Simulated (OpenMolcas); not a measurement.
**A ladder of methods for GaH2O2F (SMILES [OH][Ga]([OH])[F])**

GaH2O2F: 6 atoms, total charge 0, spin state singlet. SMILES: `[OH][Ga]([OH])[F]`. Geometry: relaxed at PBE0-D4/def2-TZVP. This is one conformer, not always the lowest.

Each level gives the vertical energy of the triplet above the singlet (eV). The values are calculated.

```csv
level,kind,program,value (eV),less CCSD(T)/6-31G*,CPU time (all runs)
HF/6-31G* (spherical functions),Hartree–Fock,OpenMolcas,5.78,-0.70,25 s
PBE/6-31G* (spherical functions),GGA,OpenMolcas,5.62,-0.86,97 s
r2SCAN/6-31G* (spherical functions),meta-GGA,OpenMolcas,5.54,-0.94,2.4 min
B3LYP/6-31G* (spherical functions),global hybrid,OpenMolcas,5.60,-0.88,68 s
M06-2X/6-31G* (spherical functions),hybrid meta-GGA,OpenMolcas,6.54,+0.06,3.1 min
PBE0/6-31G* (spherical functions),global hybrid,OpenMolcas,5.79,-0.69,63 s
B3LYP/6-31G* (Cartesian functions),global hybrid,OpenMolcas,5.60,-0.88,81 s
"CCSD(T)/6-31G* (spherical functions), open shells restricted",coupled cluster or CI,OpenMolcas,6.48,0.00,2.9 min
```

CCSD(T)/6-31G* (spherical functions), open shells restricted is the highest level here, not the true value. All-electron rows without a relativistic Hamiltonian named are non-relativistic. The values span 5.54 to 6.54 eV. A triplet this far above the singlet is often a Rydberg-like or dissociative state; sets without diffuse functions put Rydberg states too high. M06-2X/6-31G* (spherical functions) lies far from functionals of the same kind, perhaps in another electronic state. In the correlated wave-function rows the outer d shell of Ga is correlated, in sets not made for it. CPU times are rough (shared hosts, several kinds of processor): they show what a rung costs within a factor of a few.

Every level places the triplet far above the singlet at this geometry, as expected for Ga(III) with a filled d shell and electronegative ligands. The highest occupied orbitals should be mainly oxygen lone pairs, while the lowest empty ones have Ga 4s/4p and Ga–ligand antibonding character. The excitation therefore probably moves charge from ligand to metal and weakens the bonding, which makes it costly.

Exact exchange alone does not order the results. PBE0 lies above PBE, yet it practically coincides with Hartree–Fock, and B3LYP falls marginally below PBE. Hartree–Fock lies 0.70 eV below CCSD(T), probably because it omits the larger correlation energy of the singlet, which has one more electron pair. The closeness of M06-2X to CCSD(T) is not in itself evidence of a better description. Switching between spherical and Cartesian functions leaves the B3LYP value unchanged, so that choice is immaterial here. A vertical gap does not show how far the triplet would relax, or whether it would keep all its bonds.
